TiCo3 under changing volume: the charge that the atomic shells leave out

In a metal the calculated electron waves run through the whole crystal. To say how many electrons sit in each atomic shell, one projects these waves onto a fixed set of atomic orbitals, and a small part of the charge is not captured. How does this part change when cubic TiCo3 is squeezed or stretched, and how large is it at 11.310 Å³ per atom, where the result is still covered?

Single-point calculations of cubic TiCo3 with Ansatz 0.2.0, using PBEsol, scalar-relativistic PAW, collinear spin, a plane-wave cutoff of 420 eV, a 12×12×12 k mesh and Gaussian smearing of 0.1 eV. The electrons outside these shells are given per four-atom cell and follow from the Löwdin populations of the 3s, 3p, 3d and 4s shells.

```
volume (Å³/atom)  shortest distance (Å)  electrons outside these shells (e)
           9.663                  2.391                               0.660
           9.992                  2.418                               0.680
          10.322                  2.444                               0.690
          10.651                  2.470                               0.710
          10.980                  2.495                               0.720
          11.310                  2.520                                   ?
          11.639                  2.544                               0.760
          11.710                  2.549                               0.760
          11.801                  2.555                               0.760
          12.078                  2.575                               0.770
```

The last column is what remains of the 63 electrons in the four-atom cell after the Löwdin populations of the 3s, 3p, 3d and 4s shells of Ti and Co have been subtracted. At 10.980 Å³ per atom, where the pressure is almost zero, it is 0.72 e, about 1 % of the electrons. The calculation has not lost this charge, and it is not a count of free electrons between the atoms. It is the part of the occupied states that the chosen orbitals cannot reproduce. The set has no 4p shell, so any 4p-like charge that the other orbitals cannot imitate ends up here.

Among the known rows the remainder rises from 0.66 to 0.77 e while the volume grows by 25 %. It never falls from one known row to the next. The three equal values near the upper end need no explanation, because those volumes lie close together and the column is printed in steps of 0.01 e.

Why should expansion raise the remainder? The outer s and p states of a transition metal are broad, while the 3d states are compact. Squeezing the crystal confines the broad states and pushes them up in energy relative to 3d; stretching lets them sink again. Electrons then pass from 3d into states of mixed 4s and 4p character. The 4s part is counted in its shell, but the 4p part has no shell of its own and adds to the remainder as far as the other orbitals cannot imitate it.

The shell populations of two cells, at 10.322 and 11.710 Å³ per atom, fit this picture. From the smaller to the larger, the 3d shells of the whole cell lose 0.22 e. The 4s shells gain 0.10 e and the remainder 0.07 e. The rest appears in 3s and 3p; as those shells are full, this part reflects a change in the projection, not a transfer of electrons. The same change may also alter the 3d and 4s counts. If the loss in 3d is nevertheless mainly a transfer, the charge is shared between a shell that the set contains and the part that it cannot describe.

This comparison does not isolate the effect of volume, because the magnetism changes as well. The total moment of the cell is 0.24 μB in the smaller of the two and about eleven times as large in the larger. Such a change also rearranges the 3d electrons. The transfer from 3d to s and p states is therefore a plausible reading of the populations, not something that they prove.

A second effect may act in the same direction. The atomic orbitals keep their size while the atoms move apart, so their tails overlap less and describe the region between the atoms less well. Nothing calculated here separates this loss of coverage from the missing 4p shell. Nor can the rise go on for ever, since widely separated atoms are again well described by their own orbitals.

For a forecast, the two effects need not be separated. If the remainder N varies smoothly with the volume V per atom, then over a narrow range around a volume V₀

N(V) ≈ N(V₀) + (V − V₀) · dN/dV,

which is a straight line in V. Fitted to the nine known rows, with N in e and V in Å³ per atom, it reads

N = 0.2105 + 0.0467 V.

The constant is only where the line would meet zero volume and has no physical meaning. A simpler idea, a fixed density of undescribed charge, would make N proportional to V. Starting from the smallest cell, it would give 0.82 e in the largest, where the calculation has 0.77 e.

The magnetic state could spoil the forecast. The two smallest cells lost their starting moments, the next three are weakly magnetic, and the four from 11.639 Å³ per atom upwards are strongly magnetic. The covered row lies between the last two groups, and its state is not known here. However, a line fitted only to the five smallest cells meets the four strongly magnetic ones to within 0.01 e, so no magnetic shift well above the printed step is seen.

For the covered row, which took no part in the fit, the line gives

N = 0.2105 + 0.0467 × 11.310 = 0.739 e.

The forecast is 0.74 e, with a range of 0.73 to 0.75 e, whichever magnetic state the row is in. The range covers rounding and the scatter of the known rows.

The withheld rows as computed:

```
volume (Å³/atom)  shortest distance (Å)  electrons outside these shells (e)
          11.310                  2.520                               0.730
```

The computed value is 0.73 e. It lies within the range, but at its lower edge, and the line is too high by 0.009 e. Rounding of the computed value can account for at most 0.005 e of this; rounding of the known rows also shifts the line a little. The miss is larger than that of any row in the fit, so the straight line is a little less exact here than the known rows suggested.

The neighbours show where the line falls short. The remainder rises by 0.01 e from 10.980 to 11.310 Å³ per atom, and by 0.03 e over the next, equally wide step. The line gives about 0.015 e for each. Rounding blurs both differences, but even so the second step is steeper than the line.

The magnetic moments suggest a reason. The cell at 11.310 Å³ per atom is still weakly magnetic, with 0.92 μB, and the moment nearly triples on the way to 11.639 Å³ per atom, just where the remainder takes its steeper step. If the strongly magnetic state has a slightly larger remainder, a single line through both groups is expected to pass above the last weakly magnetic cell, as it does here. The line through the five smallest cells is also too high at this volume, by 0.007 e, but rounding of the printed values could produce a miss of that size. It therefore does not speak against a small magnetic shift, nor does it prove one. The lower neighbour was started from a saved state and its stability was not checked, but its moment lies between those of the cells on either side. Near such a jump the weakly and the strongly magnetic state are expected to lie close in energy, so the volume at which the moment jumps may depend on which state each run happened to reach. A test would need both magnetic states at one volume, with the remainder given to more digits.

For practical use, a larger remainder in a stretched metal should first be read as a sign that the orbital set describes the electrons less completely. It should not be taken as charge that has left the atoms. The fits and the population changes are printed below.

The analysis program printed:

```
fit of electrons_outside_these_shells on 9 rows: constant 0.2105 +/- 0.017, coefficient of vol 0.0467 +/- 0.0015; rms 0.00331, worst 11.639 -0.00597, leave-one-out rms 0.00427
  rows outside the fit (model, value, miss): 11.31 0.7387, 0.73, 0.00866
fit of electrons_outside_these_shells on 9 rows: coefficient of vol 0.06576 +/- 0.00052; rms 0.0161, worst 9.663 -0.0246, leave-one-out rms 0.018
  rows outside the fit (model, value, miss): 11.31 0.7437, 0.73, 0.0137
fit of electrons_outside_these_shells on 5 rows (vol < 11.2): constant 0.2218 +/- 0.031, coefficient of vol 0.04555 +/- 0.003; rms 0.00245, worst 9.992 -0.00301, leave-one-out rms 0.00431
  rows outside the fit (model, value, miss): 11.31 0.737, 0.73, 0.00702; 11.639 0.752, 0.76, -0.00799; 11.71 0.7552, 0.76, -0.00476; 11.801 0.7594, 0.76, -0.000613; 12.078 0.772, 0.77, 0.002
rise of the remainder, smallest to largest cell (e): 0.11
rise of the remainder, smallest to largest cell (%): 16.67
rise of the volume, smallest to largest cell (%): 24.99
remainder of the largest cell if proportional to volume from the smallest (e): 0.8249
remainder at 10.980 as share of the 63 electrons (%): 1.143
estimate for the withheld row from its two neighbours alone (e): 0.74
mean miss of the weak-moment line on the four strongly magnetic cells (e): -0.00284
change of the 3d population per cell, 10.322 to 11.710 (e): -0.2156
change of the 4s population per cell, 10.322 to 11.710 (e): 0.1034
change of the 3s and 3p populations per cell, 10.322 to 11.710 (e): 0.0468
change of the remainder per cell, 10.322 to 11.710 (e): 0.0654
```
